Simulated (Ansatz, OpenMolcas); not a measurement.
## BF (SMILES [B]F): methods side by side

BF has 2 atoms, charge 0, and is taken as a singlet. As SMILES, `[B]F`. The coordinates come from a GFN2-xTB relaxation.

| atom | x (Å) | y (Å) | z (Å) |
| --- | --- | --- | --- |
| B | 0.0000 | 0.0000 | 0.0000 |
| F | 0.0000 | 0.0000 | 1.2444 |

Each level gives the energy change with the B1–F2 bond stretched from 1.244 to 1.579 Å (eV). The values are calculated.

```csv
level,kind,program,value (eV),less FCI/STO-3G,CPU time (all runs)
PBE/STO-3G (restricted),GGA,OpenMolcas,1.33,-0.34,4.9 s
r2SCAN/STO-3G (restricted),meta-GGA,OpenMolcas,1.55,-0.12,5.5 s
B3LYP/STO-3G (restricted),global hybrid,OpenMolcas,1.58,-0.09,4.9 s
wB97X/STO-3G (restricted),range-separated hybrid,Ansatz,1.70,+0.03,3 s
B2PLYP/STO-3G (restricted),double hybrid,Ansatz,1.71,+0.04,0.93 s
MP2/STO-3G (restricted),perturbation theory,OpenMolcas,2.02,+0.35,3 s
"CASPT2(2,2)/STO-3G",multireference,OpenMolcas,1.96,+0.29,3 s
CCSD/STO-3G (restricted),coupled cluster or CI,Ansatz,1.81,+0.14,0.23 s
CCSDT/STO-3G (restricted),coupled cluster or CI,Ansatz,1.69,+0.02,0.45 s
FCI/STO-3G,exact in the basis,Ansatz,1.67,0.00,0.3 s
```

FCI/STO-3G is exact within its basis and frozen core, so for wave-function methods in that basis the difference is their error; functionals converge differently with the basis, so for them it is only a difference. The first shape isn't each level's own minimum. The values span 1.33 to 2.02 eV. All rows use very small basis sets, so even the best lies far from the true value. Times are those of the runs behind each value, whatever else they computed, on shared processors of several kinds: orders of magnitude only.

Stretching BF costs energy at every level, as expected for a strong, polar σ bond reinforced by donation from the fluorine π lone pairs into the empty boron 2p orbitals. Elongation weakens both contributions and brings occupied and antibonding levels closer together, so correlation matters more at the longer distance.

The single-reference wave-function results fit this picture. MP2 overshoots the exact result in the basis by 0.35 eV, CCSD by 0.14 eV and CCSDT by only 0.02 eV. Connected triples therefore remove most of the error left by CCSD, and the stretched bond is still well within reach of a single-reference treatment. CASPT2(2,2) improves only slightly on MP2, probably because one correlated pair cannot cover the σ bond, the two π components and the boron 2s–2p near-degeneracy together. Its error is thus no verdict on multireference treatment with a full valence space.

Two points on the curve fix neither the force constant nor the dissociation energy, and the ranking need not persist towards separated atoms.
